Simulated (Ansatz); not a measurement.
## Nb: Boltzmann equation against the high-temperature formula (computed with Ansatz 0.2.0)

Space group Im-3m (No. 229), 1 atom in the cell of the first input below: a = 2.868 Å, b = 2.868 Å, c = 2.868 Å, α = 109.47°, β = 109.47°, γ = 109.47°.

The cell was built from a prototype of a structure type listed for this element, relaxed without spin–orbit coupling to zero pressure (pressure 0.0 GPa with this functional, without spin–orbit coupling). Functional: PBE.

Input:

```yaml
crystal:
  lattice:
    - [-1.6557463174, 1.6557463174, 1.6557463174]
    - [1.6557463174, -1.6557463174, 1.6557463174]
    - [1.6557463174, 1.6557463174, -1.6557463174]
  atoms:
    - { symbol: Nb, position: [0.0, 0.0, 0.0] }
basis:
  ecutwfc: 420
  ecutrho_ratio: 4
kpoints:
  mp_grid: { grid: [15, 15, 15] }
hamiltonian:
  xc: pbe
scf:
  occupations: { method: methfessel_paxton, width: 0.2 }
output: {}
phonons:
  supercell: [3, 3, 3]
  qpath:
    path:
      - [[0.0, 0.0, 0.0], [0.5, -0.5, 0.5], [0.0, 0.0, 0.5], [0.0, 0.0, 0.0], [0.25, 0.25, 0.25], [0.5, -0.5, 0.5]]
      - [[0.25, 0.25, 0.25], [0.0, 0.0, 0.5]]
    npoints: 6
  electrical_resistivity: { mesh: [30, 30, 30], temperatures: [50, 100, 200, 300, 500] }
  superconductivity: { mesh: [30, 30, 30], eliashberg_equations: false }
```

```bash
ansatz run input.yaml --threads 8 --pin off --max-ram 15360MiB --backend cpu --events-out ev --progress --plain --runs-dir out
```

Time: 85 s on 8 threads of Intel(R) Xeon(R) Platinum 8488C (Sapphire Rapids), on a shared host, peak memory 6.4 GiB.

λ_tr,xx from the finest mesh down: 1.245, 1.314. The next coarser mesh moves the resistivity at 300 K by under 1 % along the axis that moves most.

The run gives λ_tr,xx = 1.245 and a Drude plasma energy ħω_p,xx = 9.02 eV.

Q: Estimate the resistivity along x at 300 K from the high-temperature formula.

A: ħ/τ = 2π λ_tr k_B T = 0.2022 eV and ρ = 1/(ε0 ω_p² τ) = 18.48 μΩ cm. The Boltzmann solution gives 17.52 μΩ cm, so the estimate is 5 % high; λ_tr itself still moves by 6 % between the two finest meshes.

```tsv
T (K)	ρ_xx (μΩ cm)	ρ_zz (μΩ cm)	formula, xx	R_H, field along x, y or z (10⁻¹¹ m³/C)
50	1.07	1.07	3.08	6.4
100	4.46	4.46	6.16	7.68
200	11.18	11.18	12.32	7.98
300	17.52	17.52	18.48	8.13
500	29.96	29.96	30.80	8.47
```

At 300 K the next coarser mesh moves R_H by up to 2 %.

At 50 K the solution is 0.35 times the linear formula, and at 500 K 0.97 times. The formula is meant for temperatures above the phonon energies and for bands that vary little within k_B T.

Caveats: small supercell, couplings not converged in it.

The resistivity approaches the linear formula from below because phonon modes freeze out on cooling. Once k_B T falls below much of the phonon spectrum, fewer phonons are available, and those that remain mostly scatter electrons through small angles, which degrades the current weakly. Hence the steep rise between 50 and 100 K and the nearly linear behaviour at 300 K and above.

The positive Hall coefficient fits the hole-like Fermi surface sheets of niobium's partly filled d bands. Its increase with temperature suggests that scattering is redistributed over these sheets, since a uniform change in the scattering rate would largely cancel out.

At 300 K the computed resistivity is somewhat above that measured for pure niobium, probably because the phonons are too soft or the coupling too strong. The close match with the formula doesn't test this, as both results rest on the same coupling and Fermi velocities. Nor does the near-linearity at 500 K rule out the resistivity saturation known in transition metals at higher temperatures, which lies outside a quasiparticle Boltzmann picture.
